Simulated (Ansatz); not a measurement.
# CH5Al (AlH2Me): the energy, rung by rung

CH5Al has 7 atoms, charge 0, and is taken as a singlet. SMILES: `[H][Al]([H])[CH3]`. The shape comes from GFN2-xTB, which is rough for such elements, and wasn't checked as a minimum.

```xyz
7

Al    0.5322    0.9260   -0.0028
H     2.0796    1.0307    0.0395
H    -0.1571    2.3156   -0.0328
C    -0.4568   -0.7945   -0.0027
H    -0.5786   -1.2238   -1.0051
H    -1.4692   -0.6903    0.4088
H     0.0499   -1.5636    0.5952
```

Quantity: the energy change with the Al1–H3 bond stretched from 1.551 to 3.103 Å, in eV. The values are calculated.

```json
{"level": "SVWN5/STO-3G (restricted)", "kind": "LDA", "program": "Ansatz", "value (eV)": "5.77", "less FCI/STO-3G": "+0.80", "CPU time (all runs)": "1.4 s"}
{"level": "revPBE/STO-3G (restricted)", "kind": "GGA", "program": "Ansatz", "value (eV)": "5.51", "less FCI/STO-3G": "+0.54", "CPU time (all runs)": "2.2 s"}
{"level": "r2SCAN/STO-3G (restricted)", "kind": "meta-GGA", "program": "Ansatz", "value (eV)": "5.96", "less FCI/STO-3G": "+0.99", "CPU time (all runs)": "4.6 s"}
{"level": "r2SCAN0/STO-3G (restricted)", "kind": "hybrid meta-GGA", "program": "Ansatz", "value (eV)": "6.51", "less FCI/STO-3G": "+1.54", "CPU time (all runs)": "5 s"}
{"level": "CAM-B3LYP/STO-3G (restricted)", "kind": "range-separated hybrid", "program": "Ansatz", "value (eV)": "6.60", "less FCI/STO-3G": "+1.63", "CPU time (all runs)": "2.4 s"}
{"level": "wB97X/STO-3G (restricted)", "kind": "range-separated hybrid", "program": "Ansatz", "value (eV)": "6.84", "less FCI/STO-3G": "+1.87", "CPU time (all runs)": "9.4 s"}
{"level": "B2PLYP/STO-3G (restricted)", "kind": "double hybrid", "program": "Ansatz", "value (eV)": "6.11", "less FCI/STO-3G": "+1.14", "CPU time (all runs)": "2.9 s"}
{"level": "RPA@PBE/STO-3G (restricted)", "kind": "RPA", "program": "Ansatz", "value (eV)": "5.43", "less FCI/STO-3G": "+0.46", "CPU time (all runs)": "3.5 s"}
{"level": "BCCD(T)/STO-3G (restricted)", "kind": "coupled cluster or CI", "program": "Ansatz", "value (eV)": "4.97", "less FCI/STO-3G": "0.00", "CPU time (all runs)": "0.28 s"}
{"level": "FCI/STO-3G", "kind": "exact in the basis", "program": "Ansatz", "value (eV)": "4.97", "less FCI/STO-3G": "0.00", "CPU time (all runs)": "23 s"}
```

FCI/STO-3G is exact within its basis and frozen core, so for wave-function methods in that basis the difference is their error; functionals converge differently with the basis, so for them it is only a difference. The first shape isn't each level's own minimum. The values span 4.97 to 6.84 eV. All rows use very small basis sets, so even the best lies far from the true value. CPU times are rough (shared hosts, several kinds of processor): they show what a rung costs within a factor of a few.

Stretching the Al–H bond to 3.103 Å brings its bonding and antibonding orbitals close in energy, so a single closed-shell determinant keeps too much ionic character and puts the stretched structure too high. Exact exchange exposes this static correlation error, whereas semilocal exchange partly mimics the missing left-right correlation. Thus r2SCAN gives 5.96 eV and r2SCAN0 6.51 eV, and all three hybrids without perturbative correlation lie above the semilocal functionals. B2PLYP breaks a simple ordering by exact exchange, probably because its perturbative pair correlation lowers the stretched structure. BCCD(T) reproduces FCI because essentially one electron pair is being separated, which double excitations describe well.

Even the FCI value of 4.97 eV is well above the known strength of an Al–H bond, probably in large part because the minimal hydrogen function is contracted for molecules and penalises the nearly free atom. The agreement of BCCD(T) at this one stretch doesn't establish its accuracy further towards dissociation, where perturbative triples can fail.
